## Sixteen aluminides at the Fermi level

Aluminides of d metals, each crystal relaxed within the symmetry of its starting structure with Ansatz 0.2.0 (PBEsol, plane-wave PAW, scalar-relativistic, 420 eV cutoff, Gaussian smearing of 0.1 eV). Energies over elements are taken at zero smearing from the elements' standard states in the same functional. Valence electrons include the d shell of the d metal.

| formula | space group | volume per atom (Å³) | shortest distance (Å) | pair at the shortest distance | valence electrons an atom | spin | k mesh | k mesh of states | DOS at Fermi level (states/eV/cell) | largest site moment (μB) | energy over elements (eV/atom) | DOS per atom (states/eV/atom) |
| --- | --- | --- | --- | --- | --- | --- | --- | --- | --- | --- | --- | --- |
| AlCo3 | P6_3/mmc | 10.95 | 2.477 | Co-Co | 7.50 | collinear | 12×12×10 | 18×18×15 | 6.768 | 1.29 | -0.202 | 0.85 |
| AlNi3 | Fm-3m | 10.96 | 2.423 | Al-Ni | 8.25 | none | 14×14×14 | 21×21×21 | 2.634 | 0.00 | -0.383 | 0.66 |
| AlNi | Pm-3m | 11.72 | 2.479 | Al-Ni | 6.50 | none | 14×14×14 | 21×21×21 | 0.8257 | 0.00 | -0.669 | 0.41 |
| AlCu3 | Pm-3m | 11.98 | 2.568 | Al-Cu | 9.00 | none | 12×12×12 | 18×18×18 | 1.216 | 0.00 | -0.192 | 0.30 |
| AlCu | Pm-3m | 12.91 | 2.560 | Al-Cu | 7.00 | none | 14×14×14 | 21×21×21 | 0.5781 | 0.00 | -0.154 | 0.29 |
| AlRu | Pm-3m | 13.18 | 2.578 | Al-Ru | 5.50 | none | 14×14×14 | 21×21×21 | 1.585 | 0.00 | -0.622 | 0.79 |
| Al3Ru2 | I4/mmm | 13.46 | 2.510 | Ru-Al | 5.00 | none | 16×16×16 | 24×24×24 | 1.249 | 0.00 | -0.671 | 0.25 |
| Al3Ni2 | P-3m1 | 13.49 | 2.417 | Al-Ni | 5.80 | none | 12×12×8 | 18×18×12 | 1.344 | 0.00 | -0.619 | 0.27 |
| Al2Ru | I4/mmm | 13.68 | 2.582 | Al-Ru | 4.67 | none | 18×18×18 | 27×27×27 | 0.1108 | 0.00 | -0.656 | 0.04 |
| Al3Cu2 | P-3m1 | 14.50 | 2.445 | Cu-Al | 6.20 | none | 12×12×8 | 18×18×12 | 1.134 | 0.00 | -0.169 | 0.23 |
| Al3Cu | Pm-3m | 14.74 | 2.752 | Al-Al | 5.00 | none | 12×12×12 | 18×18×18 | 1.408 | 0.00 | -0.032 | 0.35 |
| TiAl3 | Pm-3m | 15.39 | 2.792 | Al-Ti | 3.25 | none | 10×10×10 | 15×15×15 | 2.298 | 0.00 | -0.376 | 0.57 |
| TiAl2 | Cmmm | 15.56 | 2.711 | Al-Ti | 3.33 | none | 10×10×10 | 15×15×15 | 2.440 | 0.00 | -0.434 | 0.41 |
| TiAl | P4/mmm | 15.78 | 2.795 | Al-Al | 3.50 | none | 14×14×10 | 21×21×15 | 1.734 | 0.00 | -0.410 | 0.87 |
| Ti3Al | Fm-3m | 16.25 | 2.764 | Al-Ti | 3.75 | collinear | 12×12×12 | 18×18×18 | 5.043 | 0.86 | -0.156 | 1.26 |
| Al2Pt | Fm-3m | 17.09 | 2.553 | Al-Pt | 5.33 | none | 12×12×12 | 18×18×18 | 1.195 | 0.00 | -0.864 | 0.40 |

The density of states (DOS) at the Fermi level counts the electron states available per eV just where filling stops. The column "DOS at Fermi level" gives it for the computed cell, and "DOS per atom" divides it by the atoms in that cell. "Energy over elements" is the energy of forming the compound from its elements, negative when the compound is favoured.

### 1. TiAl2 has a larger DOS at the Fermi level than TiAl. Is it the metal with more states there?

No. The cell of TiAl2 has 2.440 states/eV against 1.734 for TiAl, but it holds six atoms and the cell of TiAl only two. Per atom the order turns round: 0.41 for TiAl2 and 0.87 for TiAl. Any quantity given "per cell" grows with the cell chosen, so crystals should be compared per atom.

It is tempting to add that TiAl wins because it holds more titanium, whose d states lie near the Fermi level. That can't be the whole reason, since TiAl3 has the smallest share of titanium of the three and still reaches 0.57. The three crystals also differ in structure, and structure shapes the DOS as well as composition.

### 2. Which digits of the DOS can be trusted?

The same runs hold a second reading. It shares the functional and the crystal with the first, so comparing the two tests only how the states were sampled and averaged. The calculation blurs the filling of states over a width $\sigma = 0.1$ eV, and this blurring produces an entropy term $TS$. A state at distance $x$ from the Fermi level contributes $\frac{\sigma}{2\sqrt{\pi}}\,e^{-x^2/\sigma^2}$ to it, so only states within about $\sigma$ matter. If the DOS, called $D$, is flat over that range, adding up all states gives

$$TS = \tfrac{1}{2} D \sigma^2, \qquad D = \frac{2\,TS}{\sigma^2}.$$

For Al2Ru the calculation gives $TS = 0.00132$ eV a cell. Then $D = 2 \times 0.00132 / 0.01 = 0.264$ states/eV a cell, or 0.09 per atom with three atoms in the cell. The table has 0.04. The formula contains no adjustable constant, but it averages over a window and rests on a coarser k mesh than the table's value. In a valley of the DOS, averaging can bring in states from the slopes and make the result larger. Yet a repeat run with $\sigma = 0.15$ eV and a finer mesh than the first again gives 0.09, although a wider window should take in more of the slopes. The sampling may matter as much, so the safe statement is that the DOS of Al2Ru is below about 0.1.

Over the sixteen crystals the two readings typically differ by 0.04 states/eV/atom, and at worst by 0.19, in AlCo3. The first decimal is therefore usually sound to within one unit, and the second should not be used to rank crystals. The four copper compounds show the danger: both readings put them between about 0.2 and 0.4, yet in nearly opposite orders. Which of them has the most states is left open.

### 3. Al2Ru and AlRu contain the same two elements. Why does one have so few states at the Fermi level?

The contrast is far outside the doubt just described. AlRu has about twenty times the DOS per atom of Al2Ru by the table, and about ten times by the entropy reading. The obvious suspect is the filling of the ruthenium d shell, but the calculation assigns 7.63 d electrons to Ru in both crystals.

What differs is how the bands are filled. Without spin polarisation, each band holds two electrons per primitive cell, the smallest cell that repeats. AlRu has 11 valence electrons a cell, an odd number, so they can't fill a whole number of bands and the crystal has to be a metal. That alone doesn't make its DOS large: Al3Ru2, with 25, must be a metal too and has only 0.25 states/eV/atom. In AlRu the Fermi level is expected to cut through bands with much Ru d character, which hold many states per eV. Al2Ru has 14, which could fill seven bands exactly and leave the rest empty.

An even number only permits this. AlCu also has 14 valence electrons a cell, but there the top of the last band that could be full lies 4.8 eV above the bottom of the next one, and the crystal is an ordinary metal. In Al2Ru this overlap is only 0.18 eV on the k mesh used. Few states are left at the Fermi level, and Al2Ru is a semimetal.

The near-gap itself needs a chemical cause, and here theory has to speak. When Ru d orbitals mix with the s and p orbitals of aluminium, the mixed states part into a bonding group, pushed down, and an antibonding group, pushed up, with a valley between them. In Al2Ru the electrons are expected just to fill the lower group, which puts the Fermi level in the valley. In AlCu the copper d states are nearly full and lie deeper, and the broad s and p bands that cross the Fermi level leave no such valley.

For a neighbouring compound, the first step is to count the electrons per primitive cell and the second is to ask whether the d states mix strongly enough to open a valley at that count. One caution applies to Al2Ru itself: functionals of this kind tend to make gaps too small. The true overlap may be smaller than 0.18 eV, or there may be a small gap.

### 4. Does the low DOS make Al2Ru much more stable than AlRu?

Hardly. Its energy over elements is −0.656 eV/atom against −0.622 for AlRu, a gain of 0.034 eV/atom for a tenfold or larger drop in DOS. Al3Ru2 is deeper still, at −0.671, although its DOS per atom is several times that of Al2Ru. The energy depends on all occupied states, spread over many eV, whereas the DOS at the Fermi level samples only the last of them.

Energies per atom at different compositions also don't answer the practical question, which is whether a compound would break up into its neighbours. One Al3Ru2 has exactly the atoms of one AlRu and one Al2Ru. After the split the average would be $(2 \times (-0.622) + 3 \times (-0.656))/5 = -0.642$ eV/atom. Al3Ru2 lies 0.029 eV/atom below that, so it would not split into these two crystals at zero temperature.

Repeat runs with another mesh or smearing shift energies by about 0.001 eV/atom at most, so the margin is well above the noise from these two settings. It does depend on the forms compared. If Al2Ru has another structure with lower energy, the margin shrinks.

### 5. What happens if nickel is replaced by copper?

Two pairs in the table keep their structure type under this exchange, which makes the comparison clean. Going from AlNi to AlCu costs 0.515 eV/atom of the formation energy, and going from Al3Ni2 to Al3Cu2 costs 0.450. In both pairs most of the binding relative to the elements is lost. The DOS per atom gives little hint of it: for the second pair it is 0.27 and 0.23, and the entropy reading doesn't even keep that order.

The likely cause lies in the d shell. When a d orbital mixes with an aluminium orbital, one combination goes down in energy and the other goes up. The crystal gains if electrons occupy the lower one while the upper one stays at least partly empty; if both are full, the gain is largely cancelled. The calculation assigns 9.71 d electrons to copper in AlCu and 9.03 to nickel in AlNi. Copper's shell is almost closed and lies deeper, so it has little left to gain from aluminium.

This agrees with the wider table, where the four copper compounds are all bound more weakly than any compound of nickel, ruthenium or platinum. An open d shell is no guarantee of strong binding, however. AlCo3 reaches only −0.202 eV/atom, hardly deeper than AlCu3 at −0.192. The energy over elements also counts the bonds given up in the pure metals, and the table doesn't separate that share.

The size of the loss holds for the structures listed. AlCu is known to prefer another structure, which would lie lower and bring it closer to AlNi.

### 6. Would the number of valence electrons per atom have predicted this?

It would not. Al3Ru2 and Al3Cu both have 5.00 valence electrons an atom, yet their energies over elements differ by 0.639 eV/atom. The equality is an accident of mixing. Ruthenium brings 8 electrons and copper 11, so $(3 \times 3 + 2 \times 8)/5$ and $(3 \times 3 + 11)/4$ both give 5.

The average hides where the electrons sit. In Al3Cu most of copper's eleven belong to a nearly closed d shell that binds little, while ruthenium's d shell is open and mixes with aluminium. The two crystals also differ in structure and in their share of aluminium, so the gap can't be assigned to the d shell alone. An electron count helps to tell where filling stops, as in question 3, but it needs to be read together with the kind of orbital being filled.

### 7. Are AlCo3 and Ti3Al the only magnets here?

The table can't tell. The column "spin" shows that only these two were computed with spin allowed, and both developed a moment. In the other fourteen the zero was imposed. A run with spin allowed could leave their energies unchanged or lower them; AlNi3, rich in a magnetic element, is a natural one to repeat.

Stoner's argument says what to look for. To create a moment, electrons must move from one spin direction to the other, into higher states. If there are many states per eV at the Fermi level, they need not climb far, and the exchange energy gained can outweigh the cost. The DOS that enters this argument is that of the crystal before it becomes magnetic. The values printed for AlCo3 and Ti3Al belong to the magnetic state, so they can't be used to test it.

Ti3Al offers a closer look, because its titanium atoms are not all alike. One has a moment of 0.86 μB and the other two about 0.21 each. The strong one has eight titanium atoms as nearest neighbours, whereas each of the others has four titanium and four aluminium. A plausible reading is that mixing with aluminium spreads the d states of the weaker sites and leaves fewer at the Fermi level. A DOS resolved by site, from a run without spin, would test this.

For practical use, the structure matters more than the moment. This is a cubic form of Ti3Al, while the stable one is hexagonal. The moment belongs to the crystal in the table and should not be carried over to the titanium aluminide of an engineering alloy.
